How much energy does it take to lift an electron across the gap of boron arsenide, and does the answer depend on how the electrons are allowed to respond? The table lists the highest filled and the lowest empty level at ten wave vectors k. The "state start level" comes from PBE, the "state corrected level" from G0W0, which corrects each level for exchange and for the screening by the other electrons. In both columns the highest filled level, at Γ (k = 0), is set to zero.

Levels of zinc-blende BAs from G0W0 in Yambo 5.3.0 (plasmon-pole model, 109 bands, 10 Ry screening block), starting from Quantum ESPRESSO PBE states. Both steps use a 5×5×5 k mesh and PseudoDojo 0.4.1 scalar-relativistic potentials, without spin–orbit coupling; the wave cutoff is 1143 eV. Each column of levels counts from its own highest filled level.

| row | state k a (reciprocal cell vector) | state k b (reciprocal cell vector) | state k c (reciprocal cell vector) | state band | state start level (eV) | state corrected level (eV) | state weight z |
| --- | --- | --- | --- | --- | --- | --- | --- |
| 1 | 0.000 | 0.000 | 0.000 | top filled | 0.000 | 0.000 | 0.806 |
| 2 | 0.000 | 0.000 | 0.000 | first empty | 3.286 | 4.038 | 0.807 |
| 3 | 0.000 | 0.000 | 0.200 | top filled | -0.875 | -0.954 | 0.804 |
| 4 | 0.000 | 0.000 | 0.200 | first empty | 3.217 | 4.154 | 0.803 |
| 5 | 0.000 | 0.000 | 0.400 | top filled | -1.709 | -1.889 | 0.800 |
| 6 | 0.000 | 0.000 | 0.400 | first empty | 2.762 | 3.712 | 0.803 |
| 7 | 0.000 | 0.200 | 0.200 | top filled | -2.129 | -2.285 | 0.800 |
| 8 | 0.000 | 0.200 | 0.200 | first empty | 2.003 | 2.936 | 0.812 |
| 9 | 0.000 | 0.200 | 0.400 | top filled | -2.873 | -3.105 | 0.796 |
| 10 | 0.000 | 0.200 | 0.400 | first empty | 2.617 | 3.601 | 0.811 |
| 11 | 0.000 | 0.200 | -0.400 | top filled | -2.504 | -2.729 | 0.798 |
| 12 | 0.000 | 0.200 | -0.400 | first empty | 3.091 | 4.108 | 0.810 |
| 13 | 0.000 | 0.200 | -0.200 | top filled | -1.292 | -1.432 | 0.802 |
| 14 | 0.000 | 0.200 | -0.200 | first empty | 3.944 | 4.982 | 0.802 |
| 15 | 0.000 | 0.400 | 0.400 | top filled | -3.850 | -4.150 | 0.791 |
| 16 | 0.000 | 0.400 | 0.400 | first empty | 1.190 | 2.154 | 0.816 |
| 17 | 0.000 | 0.400 | -0.400 | top filled | -3.692 | -3.988 | 0.792 |
| 18 | 0.000 | 0.400 | -0.400 | first empty | 1.842 | 2.836 | 0.816 |
| 19 | 0.200 | 0.400 | -0.400 | top filled | -4.156 | -4.390 | 0.792 |
| 20 | 0.200 | 0.400 | -0.400 | first empty | 4.435 | 5.571 | 0.803 |

*Is the smallest gap direct or indirect?* It is indirect. The lowest empty level lies in row 16, four fifths of the way from Γ to the zone boundary at X, and G0W0 puts it at 2.15 eV. At Γ itself the empty level is at 4.04 eV, so in a perfect crystal light close to the smaller energy is absorbed only with the help of a lattice vibration. The true minimum may lie between the points of this coarse mesh.

*Why is the G0W0 gap so much larger than the 1.19 eV of PBE?* PBE describes exchange and correlation by one local potential, the same for filled and empty states. In G0W0 the exchange energy depends on the state: it binds filled states strongly, because they occupy the same bonds as the other filled states, and empty states less. The other electrons screen this difference but do not remove it. This is the standard explanation from theory; the table shows its outcome, a gap wider by 0.96 eV.

*Could one simply move all empty levels up by that amount?* Only roughly, because the filled levels also spread apart. Relative to the valence top they sink by about 0.08 eV for each eV of depth. A likely reason is that exchange favours the deeper states and screening cancels only part of the effect, but the table does not separate the two. A least-squares fit to every row except row 2 describes this with one straight line for the filled levels, drawn through zero, and one for the empty levels. The second line starts at a rise of 0.93 eV for the lowest empty level and adds about 0.04 eV per eV above it, a slope that is poorly determined.

Rows 17 and 18, both part of the fit, show how it works. The filled level, 3.69 eV deep, should sink by 0.076 × 3.69 = 0.28 eV. The empty one lies 0.65 eV above the lowest and should rise by 0.925 + 0.043 × 0.65 = 0.95 eV. The gap at this k should therefore open by 1.23 eV, against 1.29 eV in the table. Among the fitted rows, the lines do worst for the deepest filled level, row 19, which sinks less than they predict.

*What does the "state weight z" mean?* An added electron or hole also disturbs its neighbours, and the weight Z is the share of it that still behaves as a single particle. Here Z is about 0.80; the rest goes into states in which the other electrons are excited too. In the equation solved here, Z multiplies the correction to each level. With Z set to one, the gap would open by roughly 0.96/0.80 = 1.2 eV, some 0.2 eV more. Z tends to fall for deeper filled and for higher empty levels. This is expected, since an electron or hole farther from the gap comes closer to having the energy to excite a collective oscillation of the others.

*Which level breaks the pattern?* The empty level at Γ, row 2, rises by only 0.75 eV, while every other empty level rises by at least 0.93 eV. It thereby changes places with its neighbour in row 4, which is lower in PBE but higher in G0W0. The level at Γ is known to be threefold degenerate, and only two of its three states were corrected, which is why it was kept out of the fit. The cut by itself should not cause the small rise, though: by symmetry all three states of such a group should receive the same correction, and the valence top in row 1 is cut in the same way. Whether the small rise reflects the shape of the orbitals or the coarse settings is open, so the direct gap deserves less trust than its digits suggest.

*Which digits can be trusted?* The indirect character is safe, as the two gaps differ by nearly 2 eV, and so is an opening of the order of 1 eV. The first decimal of the gap is not secured, because the number of bands, the description of screening and the mesh were not converged. A single G0W0 step also depends on the functional it starts from, here PBE. The potential of arsenic also keeps in its frozen core the s and p electrons of the same shell as the d electrons that are treated explicitly, a known source of error in the exchange part of G0W0. Spin–orbit coupling, left out here, would raise the valence top and narrow the gap by somewhat under 0.1 eV, a rough estimate from the known splitting of that level.

*What would change with another element in place of arsenic?* The quantity to watch is screening. Phosphorus holds its electrons more tightly, so they should screen less. By itself this would make the correction somewhat larger, and the softer electron cloud of antimony would make it smaller. Neither compound was computed here, and the change in the orbitals also counts. A gap correction found for one compound is therefore a guide to its neighbours, not a constant to be carried over.
